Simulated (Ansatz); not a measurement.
# Strength of the B–C bond: C2H7BO2 → CH4BO2 + CH3

Species: C2H7BO2 `COB(C)O`, singlet; CH4BO2 `CO[B]O`, doublet; CH3 (methyl radical) `[CH3]`, doublet. 

Shapes, held fixed at every level: PBE0-D4/def2-TZVP. Flexible molecules stand in one conformer, not always the lowest. Programs: Ansatz 0.2.0. Electronic energies: no zero-point or thermal term.

```json
{"level": "B3LYP-D4/def2-TZVPP", "kind": "global hybrid", "ΔE (kJ/mol)": "+445.9", "less CCSD(T)/CBS estimate": "-20.1"}
{"level": "wB97M-V/def2-TZVPP", "kind": "range-separated hybrid", "ΔE (kJ/mol)": "+474.3", "less CCSD(T)/CBS estimate": "+8.3"}
{"level": "wB97X-V/def2-TZVPP", "kind": "range-separated hybrid", "ΔE (kJ/mol)": "+471.3", "less CCSD(T)/CBS estimate": "+5.3"}
{"level": "B2PLYP/def2-TZVPP", "kind": "double hybrid", "ΔE (kJ/mol)": "+447.6", "less CCSD(T)/CBS estimate": "-18.4"}
{"level": "MP2/def2-TZVPP", "kind": "perturbation theory", "ΔE (kJ/mol)": "+468.1", "less CCSD(T)/CBS estimate": "+2.1"}
{"level": "CCSD(T)/def2-TZVPP", "kind": "coupled cluster or CI", "ΔE (kJ/mol)": "+458.2", "less CCSD(T)/CBS estimate": "-7.8"}
{"level": "CCSD(T)/CBS estimate", "kind": "coupled cluster or CI", "ΔE (kJ/mol)": "+466.0", "less CCSD(T)/CBS estimate": "0.0"}
```

The highest level, CCSD(T)/CBS estimate, gives ΔE = +466.0 kJ/mol; the levels span +445.9 to +474.3. The column of differences is taken from that level and isn't an error. No measured value is set beside it here. Open shells run unrestricted unless RO is named. The CBS estimate extrapolates MP2 from def2-TZVPP and def2-QZVPP and adds CCSD(T) − MP2 in the triple-zeta set, cores frozen.

Homolysis of the B–C bond is costly, at +466.0 kJ/mol at the highest level, and every method agrees that the bond is strong. Boron's sp2 hybrid overlaps well with the carbon sp3 orbital, and neither fragment gains much on separation. Methyl has no substituent to delocalise its unpaired electron, while the electron on boron sits in an in-plane σ-type orbital. The oxygen lone pairs donate mainly into boron's formally empty p orbital, an interaction already present in the parent, so they offer the radical little extra stabilisation.

The closeness of MP2 to the highest level is partly a cancellation. In the same triple-zeta basis it lies above CCSD(T), +468.1 against +458.2 kJ/mol, and this overbinding offsets the correlation energy of the bond pair that the finite basis misses. The good agreement therefore shouldn't be expected to survive a larger basis.

A large homolytic cost doesn't imply inertness in transmetalation, where a base first makes boron four-coordinate and carbon leaves with the bonding pair.
